A crystal with two atoms in its primitive cell has six vibrations for each wave vector. The table lists them for cubic boron nitride, calculated with the PBE functional, at points on the edge of the range of wave vectors, where neighbouring planes of like atoms can move in opposite senses. The mode q point names the wave vector, the mode branch counts the six vibrations upwards, and the mode phonon frequency, written ν below, is in cm⁻¹. The questions mostly follow the modes at X, and rows 5 and 6 above all.

Harmonic phonon frequencies of cubic boron nitride (F-43m), calculated with Ansatz 0.2.0 by linear response with PBE, PAW and plane waves up to 420 eV. The k mesh is 12x12x12 and the q mesh 4x4x4; between q mesh points the frequencies are interpolated, with the long-range dipole term but no quadrupole term.

```
row  mode phonon frequency (cm^-1)  mode q point  mode branch
  1                          695.0             X            1
  2                          695.0             X            2
  3                          884.3             X            3
  4                          884.3             X            4
  5                          996.5             X            5
  6                         1138.4             X            6
  7                          658.0             U            1
  8                          850.2             U            2
  9                          863.3             U            3
 10                          897.6             U            4
 11                          956.4             U            5
 12                         1064.9             U            6
 13                          658.0             K            1
 14                          850.2             K            2
 15                          863.3             K            3
 16                          897.6             K            4
 17                          956.4             K            5
 18                         1064.9             K            6
 19                          482.7             L            1
 20                          482.7             L            2
 21                          953.8             L            3
 22                          965.5             L            4
 23                          965.5             L            5
 24                         1122.6             L            6
 25                          769.5             W            1
 26                          800.7             W            2
 27                          861.5             W            3
 28                          948.0             W            4
 29                          962.6             W            5
 30                          986.2             W            6
```

1. Why do some frequencies at X come in equal pairs?

A wave that travels along a cube axis can shake the atoms along its path (longitudinal) or across it (transverse). The two transverse directions are equivalent by symmetry, so their frequencies agree: rows 1 and 2 form one pair, rows 3 and 4 another. The single frequencies in rows 5 and 6 belong to the longitudinal modes. L has transverse pairs for the same reason, while W and K have too little symmetry to force any.

2. Why does row 6 lie above row 5?

At X, successive planes of the same element move in opposite senses. A boron plane therefore sits midway between two nitrogen planes whose longitudinal pulls on it cancel, and the same holds for nitrogen between boron planes. Each longitudinal mode moves one element while the other stands still. Its frequency follows the rule for a mass on a spring, where K is the restoring force per unit displacement and m the mass of the moving atom:

ν ∝ √(K/m)

If K is the same for both elements, the lighter boron must vibrate faster. Taking row 5 as the nitrogen mode, the masses alone predict the boron mode:

ν(B) = ν(N) × √(m(N)/m(B)) = 996.5 × √(14.007/10.81) ≈ 1134 cm⁻¹

Row 6 has 1138.4, so the estimate is low by 0.4 per cent of the calculated value. Row 5 was the input and row 6 the test. Which element moves in which mode is inferred here from the frequencies. The opposite assignment would need a K for nitrogen about 1.7 times that for boron, which seems less likely. It is not excluded, because bonds that pull equally on both their ends fix only part of K, as question 6 shows.

3. What would change if nitrogen were heavier but the bonds stayed the same?

Only one of the two longitudinal modes at X would respond. If row 5 is the nitrogen mode, as inferred above, then with the nitrogen mass doubled it would fall by a factor √2 to about 705 cm⁻¹, and row 6 would stay where it is. The transverse modes, in which both elements move, would fall by smaller factors.

Diamond is the opposite limit. Its two atoms are identical, and the two longitudinal modes at X merge into one frequency. A table for diamond would thus show a third pair where boron nitride has rows 5 and 6.

4. Do the masses separate the lower three branches from the upper three?

They do not. Branch 3 reaches 953.8 at L, while branch 4 comes down to 884.3 at X, so the two ranges overlap. The masses are too similar to pull the two groups apart. In boron arsenide, where one atom is much heavier than the other, a wide gap is well known.

The overlap also warns against reading a branch number as a kind of motion. On the way from long waves to X, the longitudinal sound wave climbs through the upper transverse pair and ends as row 5. Branch 3 is therefore a transverse mode at X but a longitudinal one at L.

5. Why is the lowest frequency of the table found at L?

The transverse pair in rows 19 and 20 lies at 482.7, against 695.0 for the lowest pair at X. A simple picture explains most of this. In both modes, bonded pairs of planes can be treated roughly as rigid sheets that slide past the next sheet. The bonds between the sheets are tilted and hardly stretched, and tilting a bond costs less energy than stretching it.

The difference lies in how many bonds are tilted. Between sheets there is one bond per pair of atoms at L and there are two at X. Half the restoring force means a frequency lower by a factor √(1/2), or about 0.71, and the table gives a ratio of 0.69. The count is an argument from geometry, and it treats each bond as if it resisted tilting by itself. In reality the resistance is expected to come partly from the angles between bonds that meet at an atom and partly from the electrical forces between the charged atoms, two points that return in question 7.

6. Does the success of the mass rule mean that only bonded neighbours interact?

Suppose that forces acted only between boron and nitrogen. By the tetrahedral symmetry of each site, K would then be the same for longitudinal and transverse motion. In the transverse modes the two elements are coupled, which pushes one frequency up and the other down but leaves the sum of their squares unchanged. Both kinds of motion would have to obey

ν₁² + ν₂² ∝ K/m(B) + K/m(N)

The table rules this out at a glance, because both longitudinal frequencies at X lie above both transverse ones. The longitudinal sum is in fact 1.8 times the transverse sum. Atoms of the same element must therefore also act on each other. This goes for boron and nitrogen alike: an element without such forces would have its longitudinal frequency at X between the two transverse ones, and neither has. The mass rule survives because it needs only an equal K for the two elements, whatever forces make up that K. Once like atoms interact, no symmetry demands this equality, but on the assignment made above it holds to within 1 per cent. A good ratio can thus come out of a force model that is wrong.

7. Are the forces between like atoms simply electrical?

Electrical forces certainly take part. The atoms carry effective charges of about ±1.9 e when they move, and the resulting dipoles stiffen the long longitudinal optical wave and soften the transverse optical ones. At X they are expected to raise the longitudinal sum of question 6 and lower the transverse sum, even though they stiffen the lowest transverse pair. In a cubic crystal, however, what these forces add in one direction they take away in the others. They leave the mean of ν² over the six branches unchanged from one wave vector to the next, and so do forces between unlike atoms.

This mean can be compared with its value for very long waves, at the point called Γ. There the same calculation gives 1026.5 for the two transverse optical modes, 1261.6 for the longitudinal one, and zero for the three sound waves. The mean of ν² at X is 30 per cent higher than at Γ, and at L it is 22 per cent higher. Point dipoles of fixed charge with a constant screening cannot produce such a change, so like atoms must also be linked by forces beyond this simple electrical picture.

The standard source is the chemical bonding itself. Two nitrogen atoms bonded to the same boron atom share a bond angle, and moving one of them changes the force on the other. Stretching one bond can also change the force along the next. Either way the coupling is to the twelve nearest like atoms, of which eight move in the opposite sense at X and six at L. The rise of the mean at L should then be about three quarters of that at X, close to the 22 and 30 per cent found. How much each of these contributes is left open here. The output printed after this text gives the mass estimate, and the root mean square frequencies at the other points as well.

8. Which digits can be trusted?

The tenths are useful for recognising equal pairs, but they are no measure of accuracy. PBE frequencies of stiff covalent crystals tend to be a few per cent too low, as a rough recalled figure. Three per cent of the transverse frequency in row 22 is about 29 cm⁻¹, more than its distance of 11.7 from the longitudinal mode in row 21. An error shared by both modes would largely cancel in their order, yet that order is less secure than the low position of rows 19 and 20.

Ratios within one calculation are safer than single frequencies, which is why the argument above rests on them. The modes at X, L and W were calculated directly. Those at U and K were interpolated, without the quadrupole part of the long-range forces, and deserve more caution. U and K agree to the last digit because they are equivalent by symmetry, so their agreement does not test the interpolation.

Printed output of the fit:

```
X longitudinal modes, upper over lower frequency: 1.142
square root of mass ratio N over B: 1.138
upper X mode predicted from the lower by mass alone (cm^-1): 1134
prediction less computed value (cm^-1): -4.076
force constant ratio B over N if B moves in the upper mode: 1.007
force constant ratio N over B if N moves in the upper mode: 1.691
lower X longitudinal mode if only the N mass were doubled (cm^-1): 704.6
highest branch 3 less lowest branch 4 in the table (cm^-1): 69.5
TO less LA at L (cm^-1): 11.7
three per cent of the TO frequency at L (cm^-1): 28.96
TA frequency at L over that at X: 0.6945
length of wave vector L over X: 0.866
TA frequency half-way to L over half-way to X: 0.7494
X sum of squared frequencies, longitudinal over one transverse polarisation: 1.809
Gamma TO expected from X if only unlike atoms interacted (cm^-1): 1513
root mean square frequency at X (cm^-1): 896.2
root mean square frequency at L (cm^-1): 866.1
root mean square frequency at W (cm^-1): 891.9
root mean square frequency at K (cm^-1): 890.3
root mean square frequency at Gamma with LO (cm^-1): 785.2
mean squared frequency at X above Gamma (per cent): 30.28
mean squared frequency at L above Gamma (per cent): 21.66
```
